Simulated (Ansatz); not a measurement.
## Computed against measured: dipole moment

8 molecules; the dipole moment in D, computed less measured. Shapes, held fixed at every level: PBE0-D4/def2-TZVP. No vibrational averaging. Dipoles are compared by magnitude; molecules under 1 D, whose direction can flip, are left out. Programs: Ansatz 0.2.0. Measured values: NIST CCCBDB.

Levels: A = PBE-D4/def2-TZVPP; B = r2SCAN-D4/def2-TZVPP; C = wB97M-V/def2-TZVPP.

| molecule | measured | A | B | C |
| --- | --- | --- | --- | --- |
| HCl (hydrogen chloride) | 1.08 | +0.09 | +0.14 | +0.11 |
| HBS (hydrogen boron sulfide) | 1.30 | -0.10 | +0.08 | +0.13 |
| PF3 (phosphorus trifluoride) | 1.03 | -0.19 | -0.18 | +0.04 |
| C2F3N (cyanotrifluoromethane) | 1.33 | +0.15 | +0.16 | +0.07 |
| C2H3ClO (acetyl chloride) | 2.72 | -0.05 | +0.08 | +0.06 |
| C2H5N (SMILES C=NC) | 1.53 | -0.17 | -0.10 | -0.02 |
| C2H6O (dimethyl ether) | 1.30 | -0.20 | -0.15 | -0.08 |
| C3H5N (propanenitrile) | 4.02 | +0.01 | +0.13 | +0.08 |

Question: Sum up the errors.

Answer: 
```csv
level,kind,mean error,mean absolute error,worst case
PBE-D4/def2-TZVPP,GGA,-0.058,0.120,C2H6O
r2SCAN-D4/def2-TZVPP,meta-GGA,+0.020,0.128,PF3
wB97M-V/def2-TZVPP,range-separated hybrid,+0.049,0.074,HBS
```

On this set wB97M-V/def2-TZVPP has the smallest mean absolute error and r2SCAN-D4/def2-TZVPP the largest. wB97M-V/def2-TZVPP is too high in 6 of 8. The tabulated values of HCl, C2F3N are in doubt (older tables, estimates, or at odds with other calculations) and kept here. Over the 6 molecules whose values aren't doubted the mean absolute errors are A 0.120; B 0.120; C 0.068. The largest two are near a tie. The set is small.

The near-zero mean error of r2SCAN comes from cancellation: it underestimates PF3, the imine and dimethyl ether, but overestimates the other molecules. Those same three are also too low with PBE, and wB97M-V brings each of them closer to experiment. Relative to PBE, wB97M-V raises the dipole in every molecule except cyanotrifluoromethane, probably because nonlocal exchange holds more charge on the electronegative atoms.

The exception is understandable, since the CF3 and CN groups pull electron density in opposite directions and the net moment is a difference between two large contributions. PF3 is similarly delicate, as the phosphorus lone pair opposes the strongly polar P–F bonds. Propanenitrile has no such opposition, and its large moment mainly reflects the polar nitrile group.

The data support a modest advantage for wB97M-V, but not a ranking of PBE against r2SCAN. Nor does a good total dipole establish a good density, because errors in different regions of a molecule can cancel in the vector sum.
